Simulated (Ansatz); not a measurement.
# A substitution series on Ga: NH2 to Br

On one Ga centre, n of the NH2 ligands are replaced by Br. The atomisation energy (no zero-point term) y in kJ/mol at CCSD(T)/def2-TZVPP. Shapes: PBE0-D4/def2-TZVP. Programs: Ansatz 0.2.0.

```
  molecule  n  y (kJ/mol)
  Ga(NH2)3  0        3159
Ga(NH2)2Br  1        2442
Ga(NH2)Br2  2           ?
     GaBr3  3         961
```

Fit y = c + s·n to the known rows and predict Ga(NH2)Br2.


1. Means of the 3 rows: n = 1.33333, y = 2187.3.
2. Σ(Δn)² = 4.6667, Σ(Δn·Δy) = -3424.3, so the slope is -3424.3/4.6667 = -733.77.
3. Intercept: 2187.3 − (-733.77) × 1.33333 = 3165.7. The largest residual of the fit is 10.
4. Ga(NH2)Br2: 3165.7 + (-733.77) × 2 = 1698 kJ/mol.

The run gave 1709 kJ/mol, so the prediction is off by -11 kJ/mol, about the largest residual. The steps per swap are -717, -733, -748 kJ/mol. The slope is the difference between a Ga–Br and a Ga–NH2 bond with the ligands’ own bonds. Other levels give for Ga(NH2)Br2: SPW92/def2-TZVPP 2021; PBE-D4/def2-TZVPP 1773; CCSD(T)/def2-SVP 1615 kJ/mol. Spin-orbit coupling of the free atoms (NH2 0, Br 15 kJ/mol each; the atoms kept shift only the intercept) is left out. Coupled cluster in double- or triple-zeta sets underbinds by a few per cent against its basis-set limit. Relativity is left out for Br, Ga. Outer-core shells of Br, Ga are correlated, in sets that cover them unevenly.

The steep fall in atomisation energy from Ga(NH2)3 to GaBr3 is mainly a matter of counting bonds: each amide that leaves takes two strong N–H bonds with it, while bromide has no internal bond to contribute. The drop per swap is comparable to the energy needed to atomise a free NH2 radical, so it is no sign that Ga–Br bonds are much weaker than Ga–N bonds.

The more telling feature is the curvature. The steps grow steadily from -717 to -748 kJ/mol, which places both mixed molecules above the straight line between the end members and explains why the linear fit underestimates Ga(NH2)Br2. Ligand exchange between Ga(NH2)3 and GaBr3 to give the mixed species is therefore energetically downhill. The likely reason is that bromide leaves gallium more electron-poor, and fewer amides compete for its empty p orbital, so each remaining nitrogen lone pair donates more effectively. This preference applies to isolated monomers; association through amide or bromide bridges could alter it.
